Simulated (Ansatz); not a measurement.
## Si: the change of phonon entropy and phonon heat capacity with temperature

All results are calculated (Ansatz 0.2.0). Harmonic vibrational free energy, entropy and heat capacity at constant volume, per atom, from the force constants of a q mesh, imaginary modes left out; plane waves with PAW datasets, Gamma-centred k mesh.

Structure of every row (space group Fd-3m, No. 227):
```
cell vectors (Å)
   0.0000     2.7350     2.7350
   2.7350     0.0000     2.7350
   2.7350     2.7350     0.0000
atoms (fractions of the cell vectors)
Si  0.00000  0.00000  0.00000
Si  0.25000  0.25000  0.25000
```

Settings of every row: functional PBE; dispersion none; spin none; wave cutoff 420 eV; k mesh 12x12x12; occupations fixed; smearing width 0 eV; pressure 0 GPa; phonon method linear response; q mesh 4x4x4.

Limits: a crossing between the sampled k points may be missed.

```csv
row,temperature (K),phonon entropy (kB/atom),phonon heat capacity (kB/atom),phonon free energy (meV/atom)
1,200,1.484,1.924,50.3
2,300,2.369,2.411,33.6
3,400,3.098,2.641,9.9
4,500,3.702,2.761,-19.4
5,600,4.212,2.83,-53.6
6,700,?,?,?
7,800,5.037,2.902,-133.6
8,900,5.38,2.922,-178.5
9,1000,5.689,2.937,-226.2
```

Question: what phonon entropy and phonon heat capacity should row 6 give?

Worked fit of phonon entropy. Entropy rises as the heat capacity times the change of ln T, so take t = ln(T / 300 K). The shown rows have t = -0.4055, 0, 0.2877, 0.5108, 0.6931, 0.9808, 1.0986, 1.204. Least squares give phonon entropy = 2.3936 + 2.39551 × t + 0.29404 × t² kB/atom; a straight line predicts inner rows, each left out in turn, worse (root mean square 0.072 against 0.019 kB/atom). The rows lie off it by 0.013, -0.025, -0.009, 0.008, 0.017, 0.011, 0.000, -0.015 (root mean square 0.014 kB/atom), a smooth pattern that one more power would take up: the form is only approximate. The slope at t = 0, 2.4 kB/atom, estimates the heat capacity at 300 K. The withheld row has t = 0.8473, so the fit gives 2.3936 + 2.39551 × (0.8473) + 0.29404 × (0.8473)² = 4.634 kB/atom.

The calculation gave 4.652 kB/atom. The fit lies 0.018 kB/atom (0.43 % of the column's range) below it; its largest miss of a shown row is 0.025 kB/atom.

Worked fit of phonon heat capacity. At high temperature a harmonic heat capacity falls short of its limit by a term in 1/T², so take t = (100 K / T)². The shown rows have t = 0.25, 0.11111, 0.0625, 0.04, 0.02778, 0.01562, 0.01235, 0.01. Least squares give phonon heat capacity = 2.995 − 6.08 × t + 7.191 × t² kB/atom; a straight line predicts inner rows, each left out in turn, worse (root mean square 0.042 against 0.0037 kB/atom). The rows lie off it by 0.000, 0.003, -0.002, -0.002, -0.002, 0.000, 0.001, 0.002. The constant, 2.995 kB/atom, is to be held against the harmonic limit of 3 k_B an atom. The withheld row has t = 0.02041, so the fit gives 2.995 − 6.08 × (0.02041) + 7.191 × (0.02041)² = 2.874 kB/atom.

The calculation gave 2.873 kB/atom. The fit lies 0.001 kB/atom (0.099 % of the column's range) above it, one unit of the last digit.

The other values of row 6: phonon free energy -91.8 meV/atom.
